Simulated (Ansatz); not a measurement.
# La: pressure against volume scale

Results calculated with Ansatz 0.2.0, not measured. Plane-wave DFT, scalar-relativistic PAW made under PBE with cores redone for the functional, no dispersion; the given relaxed cell is scaled uniformly, energy at zero smearing counts from the unscaled cell, pressure at the given Fermi-Dirac smearing is positive in compression.

The cell before it is scaled or strained (space group P6_3/mmc, No. 194):
```
cell vectors (Å)
   3.5794     0.0000     0.0000
  -1.7897     3.0998     0.0000
   0.0000     0.0000     5.9143
atoms (fractions of the cell vectors)
La  0.33333  0.66667  0.25000
La  0.66667  0.33333  0.75000
```

Settings of every row: spin polarised no; functional LDA; wave cutoff 420 eV; smearing width 0.1 eV; k mesh 11x11x6.

Atom starting moment: 0 on all atoms.

Limits: the cell comes from a prototype or a list of computed structures and needn't be the stable phase.

```csv
row,volume scale,V (Å³/atom),pressure (GPa),energy change per atom (meV)
1,0.88,28.874,4.05,42.66
2,0.92,30.186,?,?
3,0.96,31.498,1.11,3.16
4,1.04,34.123,-1.12,6.08
5,1.08,35.436,-2.04,20.21
6,1.12,36.748,-2.83,41.34
```

Question: what pressure should row 2 give?

Worked fit of pressure. Take u = (V_r/V)^(2/3) − 1 with V_r = 34.123 Å³ an atom, which is twice the finite (Eulerian) strain; such expansions in the strain, on which the Birch-Murnaghan equation of state is built, carry the rest volume and the bulk modulus. The shown rows have u = 0.11779, 0.05481, 0, -0.02486, -0.04821. Least squares give pressure = −1.123 + 37.93 × u + 50.82 × u² GPa; a straight line predicts inner rows, each left out in turn, worse (root mean square 0.17 against 0.0057 GPa). The rows lie off it by 0.00, 0.00, 0.00, -0.01, 0.00. The pressure vanishes at u = 0.0285, or V = 32.71 Å³ an atom, and there the bulk modulus at fixed shape and fractions is B = −V dP/dV = (2/3)(1 + u) dP/du = 28 GPa. Letting shape and atoms relax would as a rule lower it, by much in layered, chain or molecular crystals. The withheld row has u = 0.08516, so the fit gives −1.123 + 37.93 × (0.08516) + 50.82 × (0.08516)² = 2.48 GPa.

The calculation gave 2.47 GPa. The fit lies 0.01 GPa (0.15 % of the column's range) above it, one unit of the last digit.

The other values of row 2: energy change per atom 16.87 meV.
